Kohn–Sham levels of GaSb (F-43m, 2-atom cell, geometry as given), from GPAW 26.7.0 with the PBE functional, GPAW PAW data sets (gpaw-data 1.2.1) and a 600 eV plane-wave cutoff. The k mesh is 8×8×8, with Gaussian smearing of 0.011 eV and no spin polarisation or spin–orbit coupling. Levels are counted from the valence top, and "under" and "over" refer to the gap.

| point a (reciprocal cell vector) | point b (reciprocal cell vector) | point c (reciprocal cell vector) | level point (row) | level under 4 (eV) | level under 3 (eV) | level under 2 (eV) | level under 1 (eV) | level over 1 (eV) | level over 2 (eV) |
| --- | --- | --- | --- | --- | --- | --- | --- | --- | --- |
| 0.0000 | 0.0000 | 0.0000 | 1 | -11.441 | 0.000 | 0.000 | 0.000 | 0.091 | 2.818 |
| 0.2500 | 0.1250 | 0.1250 | 2 | -11.034 | -3.098 | -1.370 | -0.296 | 1.659 | 3.264 |
| 0.3750 | 0.3750 | -0.2500 | 3 | -9.131 | -6.579 | -3.595 | -2.177 | 1.436 | 3.913 |
| 0.3750 | 0.3750 | 0.0000 | 4 | -9.724 | -5.808 | -2.324 | -2.324 | 0.919 | 1.830 |
| 0.5000 | 0.2500 | -0.2500 | 5 | -9.027 | -6.621 | -3.342 | -3.105 | 3.721 | 4.351 |
| 0.5000 | 0.2500 | 0.2500 | 6 | -9.982 | -5.496 | -3.184 | -1.217 | 2.033 | 4.645 |
| 0.5000 | 0.5000 | 0.5000 | 7 | -9.871 | -6.326 | -1.145 | -1.145 | 0.444 | 3.789 |

**Levels that move towards each other**

Each row is one wave vector $\mathbf{k}$, the quantity that fixes how the phase of an electron wave changes from one unit cell to the next. Level point 1 is Γ, where the phase is the same in every cell; 7 is L, 5 is W and 3 is equivalent to K. The column "level under 1" holds the highest valence level, "level under 4" the lowest of the four valence levels shown, and "level over 1" the lowest conduction level. Energies are counted from the top of the valence band.

At Γ the lowest valence level is at its deepest and the highest one at its top. At each of the other six points the lowest level lies higher and the highest level lies lower. The lowest rises by 2.41 eV between Γ and W, while the highest sinks by 3.105 eV. The two edges of the valence band therefore respond in opposite ways to the same change of phase.

Distance from Γ doesn't settle how far they move. Point 4, three quarters of the way from Γ to X, is nearer to Γ than L is, yet its highest valence level is 1.18 eV lower. What matters is how the phases fall on the four bonds of each atom, and this depends on direction.

**Why the lowest level rises**

The lowest level is built mainly from s orbitals, with the larger share on antimony. An s orbital is round and meets all four neighbours with the same sign. At Γ the four contributions are in phase and add fully, so the bonding combination is pushed far down. Away from Γ each bond carries its own phase, the contributions partly cancel, and the level loses some of its bonding energy.

The cancellation can be drawn with four arrows, one for each bond, whose directions are the phases. At Γ they are parallel. At L three point one way and one the opposite way, which leaves half of the full sum. At W they point in four directions at right angles, so the sum vanishes and the coupling between s orbitals of neighbouring atoms is lost.

Let $g$ be the length of the arrow sum divided by four. Two coupled levels lie at their common centre plus or minus a half-splitting, and the square of this half-splitting contains the square of the coupling. At Γ symmetry forbids s and p orbitals to mix, so the lowest valence and lowest conduction levels can be taken as the bonding and antibonding s pair. Their mean, $(-11.441+0.091)/2=-5.675$ eV, and half their separation, 5.766 eV, give

$$E_{\rm low}=-5.675-\sqrt{5.766^2-A(1-g^2)}\quad\text{(in eV)}.$$

The constant $A$, about 21 eV², comes from a least-squares fit to the squared half-splittings at all seven points; Γ is reproduced by construction. The largest miss is 0.16 eV, at W, against the total rise of 2.41 eV. The size of the movement is fitted, but its course from point to point follows $g^2$. Away from Γ the level also mixes with p orbitals, which pushes it down. The constant $A$ absorbs part of this effect, so it isn't a pure measure of the s–s coupling. Point 6 and L have the same $g^2$ but differ by 0.11 eV, a difference that an s-only description can't give.

**Why the highest level sinks**

The top of the valence band is made of p orbitals, which have a positive and a negative lobe. Their bonding at Γ is weak for a geometrical reason. Only like orbitals couple there, for instance $p_x$ on gallium with $p_x$ on antimony, because the contributions of unlike pairs cancel over the four bonds. Each tetrahedral bond meets these parallel orbitals at a slant, so that the end-on (σ) and sideways (π) parts of their interaction have opposite signs and partly cancel.

A change of phase lifts the cancellation between unlike orbitals, such as $p_x$ on one atom and $p_y$ on its neighbour. In this coupling the σ and π parts reinforce each other. The p electrons therefore gain bonding energy when they leave Γ, just where the s electrons lose it. This is why the lowest and highest valence levels move towards each other.

Point 4 shows the exchange clearly. Its wave vector lies along a cube axis, so the four bonds form two pairs, one with a phase of +67.5° and the other with −67.5°. Like orbitals keep only the cosine of this angle as their share of the full coupling, whereas unlike orbitals receive the sine. In terms of squared coupling, about 85 % of the full unlike strength is already at work.

At L the like and unlike couplings each have a share of one half. L is farther from Γ, but its phases have switched on less of the strong coupling, and its highest valence level has sunk only to −1.145 eV. At both points the level is a pair, because the two p orbitals at right angles to the wave vector remain equivalent. These pairs, and the threefold level at Γ, belong to a calculation without spin–orbit coupling, which would split them.

**A prediction for K**

The same two-level formula turns this picture into numbers. Let $q=\sin^2(\pi x/2)$, where $x$ is the component of the wave vector along a cube axis in units of $2\pi/a$, and $a$ is the edge of the cubic cell. From Γ to K, and at L, the like coupling has the share $1-q$ and the unlike coupling the share $q$. The two act in step, so the coupling is

$$V=V_{\rm like}(1-q)+V_{\rm unlike}\,q.$$

Towards X they are a quarter of a cycle apart, and their squares add instead. The second conduction level at Γ is taken to be the antibonding partner of the valence top; this is an assignment, since the table gives no orbital shares. The centre then lies at $h=2.818/2=1.409$ eV, and squaring $V$ gives

$$E_{\rm top}=h-\sqrt{h^2+c_1q+c_2q^2}.$$

Towards X the last two terms under the root become $(c_1+c_2)q$. The constants collect the differences between the two couplings, and the energy difference between gallium and antimony p orbitals is already contained in $h$.

Two levels fix the two constants. Point 4 has $x=0.75$ and $q=0.854$, and L has $x=0.5$ and $q=0.5$:

$$c_1+c_2=\frac{(1.409+2.324)^2-1.409^2}{0.854}=14.0,$$

$$\frac{c_1}{2}+\frac{c_2}{4}=(1.409+1.145)^2-1.409^2=4.54.$$

The solution is $c_1=4.15$ and $c_2=9.85$, both in eV². They serve to carry the trend from one point to another and aren't measured bond strengths.

Point 3, equivalent to K, took no part in fixing them. It also has $x=0.75$ and $q=0.854$, but here the couplings act in step:

$$E_{\rm top}=1.409-\sqrt{1.985+4.15(0.854)+9.85(0.854)^2}=-2.16\ \text{eV}.$$

The calculated level is −2.177 eV. Points 2 and 6, which were also left out when the constants were determined, are predicted to within 0.08 eV. For this level, a model with only the phases on nearest-neighbour bonds and two fitted constants reproduces the descent from Γ to K closely.

**Where W departs from the pattern**

At W the model has the unlike p coupling at full strength, $q=1$, and places the two highest valence levels together at −2.59 eV. The calculation puts them at −3.105 and −3.342 eV. The model thus misses the upper one by 0.5 eV and the lower one by 0.75 eV, and it has no means of separating them.

The direction of the movement is still right, since W has the lowest "level under 1" in the table. Its extra depth must come from something outside the nearest-neighbour p picture. Coupling between more distant atoms is a plausible cause, but it hasn't been tested here. The model is therefore good for the points from Γ to K and should not be used for energies at W.

**Why the conduction band doesn't mirror the valence band**

If s orbitals coupled only with s orbitals, the antibonding partner would fall as the bonding level rises. With the constant fitted above, it would reach about −2.2 eV at W, far below the top of the valence band at Γ. The lowest conduction level instead rises by 3.63 eV between Γ and W, and it lies above its Γ value at every other point. The s-only picture, which follows the lowest valence level once its constant is fitted, fails for the partner.

The reason is that s and p orbitals may mix once the wave vector leaves Γ. At Γ the antibonding s level lies only 0.091 eV above the p levels of the valence top. On falling it would run into them, but it can now combine with some of them, and levels that combine repel each other. One product is pushed down and appears as "level under 3", which sinks from zero at Γ to −6.621 eV at W. Another is pushed up and keeps the conduction band above the valence band. This assignment rests on symmetry and standard band theory, since the table lists energies and not orbital shares.

L and point 6 show how differently the two bands respond. In the simple models these points have equal s–s coupling and equal p–p coupling at the valence top, and their highest valence levels differ by only 0.07 eV. Their lowest conduction levels, however, lie at 0.444 and 2.033 eV. The likely reason is which p orbitals the s orbitals can mix with. At L symmetry admits only one on each atom, the one along the wave vector. At point 6 it admits two, and these also couple to each other across the bonds.

**What the conduction minimum means for the material**

In this calculation both band edges lie at Γ, with a gap of 0.091 eV, and the lowest conduction level at L is 0.353 eV above that at Γ. The order of these two conduction levels agrees with the known behaviour of GaSb, but the distances shouldn't be used for design. PBE places the s-like conduction level at Γ too low, both against the valence top and against L. Measured values, recalled roughly, are a gap of 0.8 eV and a separation of at most 0.1 eV between L and Γ.

Spin–orbit coupling also matters for the gap. It would split the threefold valence top by roughly 0.7 eV, again a recalled figure, and raise its upper part by about a third of that. This rise exceeds the calculated gap, so adding the coupling to the same PBE calculation could close the gap or invert the order of the levels. The broad movements of several electronvolts, and their explanation by bond phases, don't depend on this small gap.

For another wave vector in a crystal of this structure, the phases on the four bonds are the place to start. Where they cancel the s–s coupling, the bottom of the valence band lies high. Where they favour coupling between unlike p orbitals, its top lies low.
